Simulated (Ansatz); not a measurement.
From the elastic tensor of InSb at -0.4 GPa (stress–strain coefficients) to moduli and sound speeds

All numbers below come from DFT PBE, scalar-relativistic, plane waves, PAW in Ansatz. Cutoff 420 eV, 8×8×8 k-points (Γ-centred), Fermi-Dirac smearing of 0.15 eV. No spin polarisation.

The structure is cubic, space group F-43m (No. 216). Conventional cell: a = 6.662 Å, b = 6.662 Å, c = 6.662 Å, α = 90.00°, β = 90.00°, γ = 90.00°. In (site symmetry -43m) is surrounded by 4 Sb at 2.88 Å. Sb (site symmetry -43m) is surrounded by 4 In at 2.88 Å.

The cell is the ideal cubic zincblende prototype. Without a gap, frequencies and elastic constants depend on the k mesh and the smearing, soft modes and shear constants most.

Relaxed-ion constants (GPa, on the Cartesian axes of the calculation):
```
51.5 25.9 25.9  0.0  0.0  0.0
25.9 51.5 25.9  0.0  0.0  0.0
25.9 25.9 51.5  0.0  0.0  0.0
 0.0  0.0  0.0 23.4  0.0  0.0
 0.0  0.0  0.0  0.0 23.4  0.0
 0.0  0.0  0.0  0.0  0.0 23.4
```

Density 5.316 g/cm³; 2 atoms in 73.91 Å³.

The values that follow are for a polycrystal of randomly turned grains, by Hill's mean where one number stands.

With S = C⁻¹: B_V = (C11+C22+C33+2(C12+C13+C23))/9, G_V = (C11+C22+C33−C12−C13−C23+3(C44+C55+C66))/15, 1/B_R = S11+S22+S33+2(S12+S13+S23), 15/G_R = 4(S11+S22+S33−S12−S13−S23)+3(S44+S55+S66); Hill is their mean. Then v_l = √((B+4G/3)/ρ), v_t = √(G/ρ), v_m = [(2/v_t³+1/v_l³)/3]^(−1/3) and Θ = (ħ/k_B)·v_m·(6π²n/V)^(1/3) for n atoms in the volume V; E = 9BG/(3B+G), ν = (3B−2G)/(2(3B+G)) and A^U = 5G_V/G_R + B_V/B_R − 6.

| Quantity | Value |
| --- | --- |
| Bulk modulus, Voigt / Reuss / Hill | 34.5 / 34.5 / 34.5 GPa |
| Shear modulus, Voigt / Reuss / Hill | 19.2 / 17.6 / 18.4 GPa |
| Young's modulus | 47 GPa |
| Poisson ratio | 0.274 |
| Pugh ratio B/G | 1.88 (over 1.75, the rule of thumb for ductile) |
| Universal anisotropy index | 0.46 |
| Longitudinal and transverse sound speeds | 3330 and 1859 m/s |
| Debye temperature from the mean sound speed | 185 K |

The bands only touch here, so at this level the crystal is a zero-gap semiconductor or semimetal, not an ordinary metal; spin–orbit coupling, left out, can open or move such a gap.

Cost: 1 run of about 6.1 core-minutes, on Intel Xeon Processor @ 2.50GHz (Skylake/Cascade Lake) (shared hosts).

The tensor describes a soft crystal that is mechanically stable against small homogeneous strains but clearly anisotropic. C44, at 23.4 GPa, far exceeds half the difference between C11 and C12, so Young's modulus is largest along the ⟨111⟩ bond directions and smallest along the cube axes. This follows from the tetrahedral sp³ network: tetragonal shear mainly bends bonds, which costs little, whereas the shear governed by C44 also stretches them, even after the sublattices relax. Long bonds between heavy atoms give weak restoring forces and, with the large mass, slow sound and a low Debye temperature.

The moduli lie below those measured for InSb, probably because PBE overestimates the bond length, with the slight tension adding to the softening. The touching bands also disagree with experiment, which finds a narrow direct gap; semilocal functionals typically place the s-like conduction edge too low. Nor does the Pugh ratio establish ductility: InSb is brittle at room temperature, since directional bonding impedes dislocation motion, which elastic constants do not capture.
